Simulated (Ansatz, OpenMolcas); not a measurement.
## C2HClFIn (SMILES C#[C][In]([F])[Cl]): the vertical energy of the triplet above the singlet, rung by rung

C2HClFIn: 6 atoms, total charge 0, spin state singlet. SMILES: `C#[C][In]([F])[Cl]`. The shape is that of a PBE0-D4/def2-TZVP optimisation.

Quantity: the vertical energy of the triplet above the singlet, in eV. The values are calculated.

| level | kind | program | value (eV) | CPU time (all runs) |
| --- | --- | --- | --- | --- |
| SVWN5/def2-SVP (core potential) | LDA | OpenMolcas | 4.99 | 2.3 min |
| PBE/def2-SVP (core potential) | GGA | OpenMolcas | 4.86 | 1.8 min |
| M06-L/def2-SVP (core potential) | meta-GGA | OpenMolcas | 4.87 | 2.7 min |
| r2SCAN/def2-SVP (core potential) | meta-GGA | OpenMolcas | 4.72 | 3 min |
| wB97X/def2-SVP (core potential) | range-separated hybrid | Ansatz | 6.23 | 3 min |
| B2PLYP/def2-SVP (core potential) | double hybrid | Ansatz | 5.22 | 2 min |
| PBE-QIDH/def2-SVP (core potential) | double hybrid | Ansatz | 5.17 | 88 s |
| RPA@PBE0/def2-SVP (core potential) | RPA | Ansatz | 5.17 | 61 s |

Spin-orbit coupling is left out. The values span 4.72 to 6.23 eV. The second state's dipole differs much between rows, so they may not all be the same state. CPU times are rough (shared hosts, several kinds of processor and program).

Every level places the triplet well above the closed-shell singlet at this geometry, as expected for indium(III) with a filled d shell and no low-lying partly filled orbital. The excitation must unpair a bonding or lone-pair electron. Plausible routes are π→π* within the ethynyl group, or transfer from ethynyl π or chlorine lone pairs into an In-centred σ* orbital; the energies alone do not tell them apart.

The four semilocal functionals lie below both double hybrids and RPA, which nearly coincide. The wB97X value of 6.23 eV stands apart. A large share of exact exchange does not by itself explain it, since PBE-QIDH also has one and gives 5.17 eV; a higher-lying triplet solution is the more likely cause. That value is therefore weak evidence for a larger gap, while the agreement near 5.2 eV elsewhere is suggestive but no proof of accuracy. The relaxed triplet could lie appreciably lower, because populating an alkyne π* orbital favours bending.
